How does the first g(r) peak of liquid Na respond to a force-field parameter? One run or many

1. The exact result

Let the potential energy U(q; p) and an observable A(q; p) depend on a parameter p, with β = 1/kBT. The masses and the domain of q must not depend on p, and U must be differentiable in p, which excludes hard-core diameters and sharp cutoffs. In the canonical ensemble ⟨A⟩ = (1/Z) ∫ A exp(−βU) dq, with Z = ∫ exp(−βU) dq.

Predict: p appears in three places. What does each contribute?

A gives ⟨∂A/∂p⟩, the exponential gives −β⟨A ∂U/∂p⟩, and 1/Z gives −⟨A⟩ d ln Z/dp = +β⟨A⟩⟨∂U/∂p⟩. Hence

d⟨A⟩/dp = ⟨∂A/∂p⟩ − β(⟨A ∂U/∂p⟩ − ⟨A⟩⟨∂U/∂p⟩).

The free energy is F = −kBT ln Z plus terms free of p, so dF/dp = ⟨∂U/∂p⟩. At constant N, P, T the weight in scaled coordinates and volume is V^N exp[−β(U + PV)]. The new factors contain no p, so the formula keeps its form with NPT averages, for instance for A = N/V, and the free-energy relation becomes dG/dp = ⟨∂U/∂p⟩. A histogram bin of g(r) with fixed edges has ∂A/∂p = 0, and only the covariance remains.

Two methods compete. Method Cov estimates the covariance from one run. Method Dif takes a central difference of two independent runs at shifted parameter.

2. A solvable model of the peak

Take N atoms with z neighbours each, so n = zN/2 bonds. Let the bond lengths be independent, each with weight exp[−βk(r − r₀)²/2] dr and width σ = √(kBT/k). Typical inputs for liquid Na near melting: T = 373 K, number density ρ = 0.0243 Å⁻³, r₀ = 3.7 Å. The assumed z = 10 and σ = 0.40 Å are chosen to reproduce a typical peak height near 2.4. Then k = 0.20 eV/Å², an effective stiffness. The parameter is λ = ln k.

Let A be the fraction of bonds in the bin |r − r₀| < b, b = 0.10 Å. With y = (r − r₀)/σ, x = b/σ = 0.25 and φ(y) = exp(−y²/2)/√(2π),

f = ⟨A⟩ = erf(x/√2) = 0.1974, g = z f/(4πr₀²ρ·2b) = 2.36.

Because of the division by r², the maximum of g(r) lies about 2σ²/r₀ = 0.09 Å below r₀, still inside the bin. Since x ∝ exp(λ/2), the exact derivative is D = df/dλ = 2φ(x)·x/2 = xφ(x) = 0.09667, or dg/dλ = 1.16.

Predict: does the covariance return the same D?

Here β∂U/∂λ = Σ w_j with w = y²/2, and A = (1/n) Σ a_i with a = 1 in the bin and 0 outside. Only terms i = j survive, so D = −cov(a, w). Integration by parts gives ⟨a y²⟩ = f − 2xφ, so cov(a, w) = (f − 2xφ)/2 − f/2 = −xφ, as required. Also dF/dλ = kBT⟨w⟩ = kBT/2 = 16.1 meV per bond. The variances needed below are σ_a² = f(1 − f) = 0.1584 and σ_w² = 1/2.

3. How the error falls

Predict: A averages over n bonds. Does a larger cell make one configuration a better estimate of the covariance?

It does not. With primes for deviations from the mean, one configuration gives X = (1/n) Σ_ij a_i′ w_j′. Each diagonal term has variance μ − D², with μ = ⟨a′²w′²⟩ = 0.0481. Each of the n(n − 1) off-diagonal terms has mean zero, variance σ_a²σ_w², and covariance D² with its mirror term ji. All other covariances vanish. So

Var X = (μ − D²)/n + (1 − 1/n)(σ_a²σ_w² + D²) → σ_a²σ_w² + D².

The noise of A falls as 1/√n and that of Σw grows as √n. For N = 128, n = 640, the limit is off by 0.09 %. With the factor M/(M − 1) the sample covariance of M independent configurations is unbiased, and its relative rms error ε obeys, for large M,

ε² = v_C/M, v_C = v/2 + 1 = 9.48, v = σ_a²/D² = 16.96.

For Dif, D_h = [f(λ + h) − f(λ − h)]/2h. With S = 2Mn sampled bonds in the two runs, the relative variance is v/(S h²), whatever the cell size. The relative bias is γh² with γ = f‴/(6f′). Applying d/dλ = (x/2) d/dx twice to xφ gives γ = (1 − 4x² + x⁴)/24 = 0.03141. Thus

ε² = γ²h⁴ + v/(S h²).

Predict the power of ε in the cost at the best step.

The minimum lies at h⁶ = v/(2γ²S), where ε² = 3γ²h⁴. This gives h² = ε/(√3 γ) and S = (3√3/2) vγ/ε³ = 1.38/ε³. A real liquid near melting could freeze if stiffened too far, so assume a cap h ≤ 0.2. The cap binds for ε above 0.22 %, and there S = v/[h²(ε² − γ²h⁴)] with bias 0.13 %. The shift of σ_a² with λ, neglected above, changes the variance by 0.11 % at h = 0.2.

4. Work and memory

One time step costs n bond evaluations. Assume τ = 100 steps between independent configurations, the same for both estimators, and an equilibration of E = 20 such intervals per run. The unit of work is τ bond evaluations. Let there be K parameters, each assumed to have the same v, v_C and γ. Cov adds K n derivative evaluations per sample. Dif needs 2K runs.

C_Cov = n[E + (1 + K/τ) v_C/ε²], C_Dif = K[S + 2En].

For n = 640, En = 12800 and 2En = 25600. Cov grows as n, as ε⁻², and slowly with K. Dif grows as K and finally as ε⁻³, and feels n only through equilibration.

Both methods hold 6N positions and velocities. For B bins Cov accumulates B + K + BK sums, 3130 for B = 100 and K = 30. Dif run in sequence accumulates B sums at a time and stores BK results. Both grow as BK, so memory does not decide the choice.

5. Cheapest choice for a stated accuracy

Predict the winner at K = 1 and at K = 30, for n = 640.

ε        K     C_Cov       C_Dif       cheaper, by
10 %     1     6.3×10⁵     6.8×10⁴     Dif, 9.2
1 %      1     6.1×10⁷     4.3×10⁶     Dif, 14
0.1 %    1     6.1×10⁹     1.4×10⁹     Dif, 4.4
10 %     30    8.0×10⁵     2.0×10⁶     Cov, 2.5
1 %      30    7.9×10⁷     1.3×10⁸     Cov, 1.6
0.1 %    30    7.9×10⁹     4.2×10¹⁰    Cov, 5.3

The step is 0.2 at 10 % and 1 %, and 0.136 at 0.1 %. At 1 % the costs cross at K = 16.3, so Cov is cheaper from 17 parameters on. The factor 1.6 is a narrow margin that raising the cap from 0.2 to 0.26 would erase. It is less sensitive to τ, which enters only through 1 + K/τ: the costs become equal only when τ falls to 26, and a larger τ widens the lead of Cov.

Predict: N rises to 1024, n = 5120, at K = 30 and 1 %.

C_Cov grows eightfold to 6.3×10⁸, C_Dif barely moves, to 1.4×10⁸, and Dif is now cheaper by 4.7. Cov should be run in the smallest cell that converges the peak.

6. Best choice inside a budget

For total work C, Cov has M = (C − En)/[n(1 + K/τ)]. Dif has S = C/K − 2En, with h the smaller of 0.2 and the optimum. Relative rms errors for n = 640:

C        Cov, K=1    Dif, K=1    Cov, K=30    Dif, K=30
10⁶      7.9 %       2.1 %       8.9 %        23 %
10⁸      0.78 %      0.24 %      0.89 %       1.1 %
10¹⁰     0.078 %     0.052 %     0.089 %      0.16 %

For one parameter Dif is best in all three budgets, with a lead that shrinks at 10¹⁰, where its error falls as C^(−1/3) against C^(−1/2). For thirty parameters Cov is best in all three, narrowly at 10⁸. At 10⁶ Dif spends 77 % of the budget on equilibration.

7. What carries over

The tables depend on the liquid only through x, n, τ, E and the cap, so they hold unchanged for a model of molten Cu or Si with the same five inputs. The value dg/dλ = 1.16 is the model's, not sodium's. In a real liquid the bonds are correlated, packing shapes the peak, and k is not a parameter of the pair potential, so D, v and γ must be estimated from pilot runs. The scaling with n, K and ε rests only on short-ranged correlations and a smooth dependence on p.

Predict, finally: which terms of X carry noise but no signal?

In this model, all with i ≠ j. Keeping for each bond only a symmetric neighbourhood of m bonds, itself included, gives Var X = [μ − D² + (m − 1)(σ_a²σ_w² + D²)]/n, so the production work becomes about [4.15 + 9.48(m − 1)]/ε², independent of n. In a real liquid this truncation drops true correlations beyond the neighbourhood. Independent bonds have none, so the model cannot price that bias, and the variant can be ranked only after the convergence of D with m has been checked in the liquid itself.